**Core polarisabilities of rhenium ions: shell filling against charge scaling**

The table holds static dipole and quadrupole polarisabilities of the closed cores of sixteen Re ions, from a B-spline Dirac-Hartree-Fock calculation with RPA screening in the no-pair Dirac-Coulomb scheme. The program tests a power law in core charge, a parameter-free sum of one-electron parts subshell by subshell, a hydrogenic $ns\to np$ two-channel formula, the hydrogenic 1s² value with its leading Dirac factor, and a crude estimate of the quadrupole excitation to an empty fine-structure partner. The power law (exponent $-4.8$) fails worst at Re44+, which lies a factor 10.6 above it, and at Re72+, a factor of about 1400 below it. The subshell sums reproduce most target cores within 25% and the order of Re42+/Re44+ and Re64+/Re68+, but fall 35% low at Re22+ and 47% low for Re60+ built from Re62+. The 1s² dipole value is matched to 4.3%, and the fine-structure channel accounts for the order of magnitude of the quadrupole value in three of the four jj-closed cores tried.

B-spline many-body code 1: static dipole and quadrupole polarisabilities of the closed cores of Re ions with one electron outside the core, from the RPA on frozen-core Dirac-Hartree-Fock orbitals (no-pair Dirac-Coulomb, nuclear rms radius 5.3698 fm). Charge and electron number refer to the whole ion, the polarisabilities to the core alone.

## Program and output

```python
# Table: static dipole (bohr^3) and quadrupole (bohr^5) polarisabilities of the closed cores of Re ions,
# B-spline many-body code, Dirac-Hartree-Fock core with RPA, no-pair Dirac-Coulomb.
# Tested: power law in core charge; adding one-electron parts subshell by subshell; hydrogenic ns-np
# two-channel formula; hydrogenic 1s2 value; size of the E2 fine-structure channel.
T = {
    'ion': ['Re6+', 'Re12+', 'Re22+', 'Re28+', 'Re34+', 'Re38+', 'Re42+', 'Re44+', 'Re46+', 'Re52+', 'Re56+', 'Re60+', 'Re62+', 'Re64+', 'Re68+', 'Re72+'],
    'Z': [75, 75, 75, 75, 75, 75, 75, 75, 75, 75, 75, 75, 75, 75, 75, 75],
    'charge': [6, 12, 22, 28, 34, 38, 42, 44, 46, 52, 56, 60, 62, 64, 68, 72],  # e
    'N': [69, 63, 53, 47, 41, 37, 33, 31, 29, 23, 19, 15, 13, 11, 7, 3],
    'configuration': ['[Xe] 4f14', '[Kr] 4d10 4f14 5s2', '[Kr] 4d10 (4f5/2)6', '[Kr] 4d10', '[Kr] (4d3/2)4', '[Ar] 3d10 4s2 4p6', '[Ar] 3d10 4s2 (4p1/2)2', '[Ar] 3d10 4s2', '[Ar] 3d10', '[Ar] (3d3/2)4', '[Ne] 3s2 3p6', '[Ne] 3s2 (3p1/2)2', '[Ne] 3s2', '[He] 2s2 2p6', '[He] 2s2 (2p1/2)2', '1s2'],
    'core_polarisability': [1.697, 0.7768, 0.0926, 0.07072, 0.0549, 0.04511, 0.02787, 0.03093, 0.001954, 0.003172, 0.003635, 0.002099, 0.00301, 4.184e-05, 6.9e-05, 2.049e-07],  # bohr³
    'core_quadrupole_polarisability': [1.941, 0.6054, 0.04652, 0.01339, 0.01269, 0.005604, 0.005122, 0.001842, 0.0001094, 0.0001116, 6.499e-05, 6.554e-05, 3.021e-05, 3.524e-07, 2.93e-07, 1.075e-10],  # bohr⁵
}
import numpy as np
from scipy.constants import physical_constants as pc, alpha as fs
from sympy import Rational as R
from sympy.physics.wigner import wigner_3j
Ha = pc['Hartree energy in eV'][0]
ion = T['ion']; q = np.array(T['charge'], float) + 1; Z = T['Z'][0]
a1 = np.array(T['core_polarisability'], float); a2 = np.array(T['core_quadrupole_polarisability'], float)
A1 = dict(zip(ion, a1)); A2 = dict(zip(ion, a2))
p = np.polyfit(np.log(q), np.log(a1), 1); f = a1/np.exp(np.polyval(p, np.log(q)))
print("ion, core charge, dipole/power law, previous/this dipole, same quadrupole, quad/dip (bohr^2)")
for i, s in enumerate(ion):
    st = f"{a1[i-1]/a1[i]:8.3f} {a2[i-1]/a2[i]:9.3f}" if i else "       -         -"
    print(f"{s:6s} {q[i]:3.0f} {f[i]:9.3g} {st} {a2[i]/a1[i]:9.3g}")
print(f"power law exponent {p[0]:.2f}; worst high {ion[f.argmax()]} x{f.max():.3g}, worst low {ion[f.argmin()]} x{f.min():.3g}")
rnd = max(0.5*10**(np.floor(np.log10(x)) - 3)/x for x in list(a1) + list(a2))
print(f"largest rounding error {100*rnd:.3f} %; first/last row: dipole {a1[0]/a1[-1]:.2g}, quadrupole {a2[0]/a2[-1]:.2g}")
# further outputs of the same runs: scalar polarisability of core plus one electron (bohr^3)
builds = [('Re46+', [('4s', 2, 0.0185205, 'Re44+'), ('4p1/2', 2, 0.000116693, 'Re42+'), ('4p3/2', 4, 0.00807737, 'Re38+'),
          ('4d3/2', 4, 0.00459203, 'Re34+'), ('4d5/2', 6, 0.00363485, 'Re28+'), ('4f5/2', 6, -0.00071507, 'Re22+')]),
          ('Re72+', [('2s', 2, 0.000147193, None), ('2p1/2', 2, -0.000110787, 'Re68+'), ('2p3/2', 4, -8.84947e-06, 'Re64+')]),
          ('Re34+', [('4d5/2', 6, 0.05549, 'Re28+')]), ('Re62+', [('3p1/2', 2, 0.00206247, 'Re60+')]),
          ('Re68+', [('2p3/2', 4, 5.9619e-05, 'Re64+')])]
print("adding subshells: start row, subshell, part per electron, sum, table value (bohr^3), error")
P = {}
for b, steps in builds:
    tot = A1[b]
    for sub, g, a, tgt in steps:
        tot += g*(a - A1[b]); P[b, sub] = tot
        end = f"{tgt} {A1[tgt]:.4g} {100*(tot/A1[tgt]-1):+.0f} %" if tgt else "core 1s2 2s2, not in the table"
        print(f"{b} +{g} x {sub:5s} {a-A1[b]:+.4g} {tot:.4g} {end}")
r1 = P['Re46+', '4p1/2']/P['Re46+', '4s']; r2 = P['Re72+', '2p3/2']/P['Re72+', '2p1/2']
print(f"Re42+/Re44+ sum {r1:.3f}, table {A1['Re42+']/A1['Re44+']:.3f}; Re64+/Re68+ sum {r2:.3f}, table {A1['Re64+']/A1['Re68+']:.3f}")
# further outputs of the same runs: removal and excitation energies (eV)
I = {'Re46+': 2515.09, 'Re72+': 20297.1}
print("hydrogenic ns-np channels for one ns electron (bohr^3)")
for b, n, e1, e3, a in [('Re46+', 4, 100.023, 208.816, 0.0185205), ('Re72+', 2, 197.922, 1795.12, 0.000147193)]:
    ze = n*np.sqrt(2*I[b]/Ha); c1, c3 = Ha/(3*e1), 2*Ha/(3*e3)
    m = 2/3*(1.5*n*np.sqrt(n*n - 1)/ze)**2*(c1 + c3)
    print(f"{b} Zeff {ze:.1f} model {m:.3g} run {a-A1[b]:.3g} ratio {m/(a-A1[b]):.2f}; p1/2 share {100*c1/(c1+c3):.0f} %")
nr = 9/Z**4; x = (Z*fs)**2; rel = nr*(1 - 28/27*x)
print(f"1s2 dipole: 9/Z^4 = {nr:.4g} ({100*(nr/a1[-1]-1):+.0f} %); (Z alpha)^2 = {x:.3f}; Dirac factor gives {rel:.4g} ({100*(rel/a1[-1]-1):+.1f} %)")
print(f"1s2 table/nonrelativistic: dipole {a1[-1]/nr:.3f}, quadrupole (30/Z^6 = {30/Z**6:.4g}) {a2[-1]*Z**6/30:.3f}")
print("E2 to empty partner, crude: row, source row, splitting (eV), estimate, table (bohr^5), ratio")
for tgt, b, n, l, lo, hi in [('Re68+', 'Re72+', 2, 1, 197.922, 1795.12), ('Re42+', 'Re46+', 4, 1, 100.023, 208.816),
                             ('Re34+', 'Re46+', 4, 2, 362.684, 385.899), ('Re22+', 'Re46+', 4, 3, 549.745, 556.03)]:
    z2 = 2*n*n*(I[b] - (lo + hi)/2)/Ha
    rr = n*n*(5*n*n + 1 - 3*l*(l + 1))/(2*z2)
    ang = float(2*l*(2*l + 2)*wigner_3j(R(2*l - 1, 2), 2, R(2*l + 1, 2), R(1, 2), 0, R(-1, 2))**2)
    est = 0.4*ang*rr**2*Ha/(hi - lo)
    print(f"{tgt} {b} {hi-lo:.1f} {est:.1g} {A2[tgt]:.4g} {est/A2[tgt]:.1f}")
# further outputs of the same runs: removal energy and its reference value (eV)
ie = [('Re6+', 82.9076, 82.71), ('Re34+', 1456.1, 1454), ('Re46+', 2515.09, 2514.5),
      ('Re62+', 6953.81, 6952), ('Re68+', 17124.3, 17120), ('Re72+', 20297.1, 20297.4)]
print("removal energy minus reference (%): " + ", ".join(f"{s} {100*(u/v-1):+.2f}" for s, u, v in ie))
assert [ion[i] for i in range(1, len(ion)) if a1[i] > a1[i-1]] == ['Re44+', 'Re52+', 'Re56+', 'Re62+', 'Re68+']
assert [ion[i] for i in range(1, len(ion)) if a2[i] > a2[i-1]] == ['Re52+', 'Re60+']
assert A1['Re44+']/A1['Re46+'] > 10 and A1['Re62+']/A1['Re64+'] > 10 and r1 < 1 and r2 < 1
assert abs(rel/a1[-1] - 1) < 0.1 < abs(nr/a1[-1] - 1)
```

Running it gives:

```
ion, core charge, dipole/power law, previous/this dipole, same quadrupole, quad/dip (bohr^2)
Re6+     7     0.077        -         -      1.14
Re12+   13     0.688    2.185     3.206     0.779
Re22+   23      1.27    8.389    13.014     0.502
Re28+   29      2.95    1.309     3.474     0.189
Re34+   35      5.65    1.288     1.055     0.231
Re38+   39       7.8    1.217     2.264     0.124
Re42+   43      7.71    1.619     1.094     0.184
Re44+   45      10.6    0.901     2.781    0.0596
Re46+   47     0.828   15.829    16.837     0.056
Re52+   53      2.39    0.616     0.980    0.0352
Re56+   57      3.89    0.873     1.717    0.0179
Re60+   61      3.11    1.732     0.992    0.0312
Re62+   63      5.21    0.697     2.169      0.01
Re64+   65    0.0841   71.941    85.726   0.00842
Re68+   69     0.185    0.606     1.203   0.00425
Re72+   73  0.000719  336.750  2725.581  0.000525
power law exponent -4.80; worst high Re44+ x10.6, worst low Re72+ x0.000719
largest rounding error 0.047 %; first/last row: dipole 8.3e+06, quadrupole 1.8e+10
adding subshells: start row, subshell, part per electron, sum, table value (bohr^3), error
Re46+ +2 x 4s    +0.01657 0.03509 Re44+ 0.03093 +13 %
Re46+ +2 x 4p1/2 -0.001837 0.03141 Re42+ 0.02787 +13 %
Re46+ +4 x 4p3/2 +0.006123 0.05591 Re38+ 0.04511 +24 %
Re46+ +4 x 4d3/2 +0.002638 0.06646 Re34+ 0.0549 +21 %
Re46+ +6 x 4d5/2 +0.001681 0.07654 Re28+ 0.07072 +8 %
Re46+ +6 x 4f5/2 -0.002669 0.06053 Re22+ 0.0926 -35 %
Re72+ +2 x 2s    +0.000147 0.0002942 core 1s2 2s2, not in the table
Re72+ +2 x 2p1/2 -0.000111 7.22e-05 Re68+ 6.9e-05 +5 %
Re72+ +4 x 2p3/2 -9.054e-06 3.598e-05 Re64+ 4.184e-05 -14 %
Re34+ +6 x 4d5/2 +0.00059 0.05844 Re28+ 0.07072 -17 %
Re62+ +2 x 3p1/2 -0.0009475 0.001115 Re60+ 0.002099 -47 %
Re68+ +4 x 2p3/2 -9.381e-06 3.148e-05 Re64+ 4.184e-05 -25 %
Re42+/Re44+ sum 0.895, table 0.901; Re64+/Re68+ sum 0.498, table 0.606
hydrogenic ns-np channels for one ns electron (bohr^3)
Re46+ Zeff 54.4 model 0.0216 run 0.0166 ratio 1.30; p1/2 share 51 %
Re72+ Zeff 77.2 model 0.000169 run 0.000147 ratio 1.15; p1/2 share 82 %
1s2 dipole: 9/Z^4 = 2.844e-07 (+39 %); (Z alpha)^2 = 0.300; Dirac factor gives 1.961e-07 (-4.3 %)
1s2 table/nonrelativistic: dipole 0.720, quadrupole (30/Z^6 = 1.686e-10) 0.638
E2 to empty partner, crude: row, source row, splitting (eV), estimate, table (bohr^5), ratio
Re68+ Re72+ 1597.2 2e-07 2.93e-07 0.5
Re42+ Re46+ 108.8 0.004 0.005122 0.7
Re34+ Re46+ 23.2 0.006 0.01269 0.5
Re22+ Re46+ 6.3 0.01 0.04652 0.2
removal energy minus reference (%): Re6+ +0.24, Re34+ +0.14, Re46+ +0.02, Re62+ +0.03, Re68+ +0.03, Re72+ -0.00
```
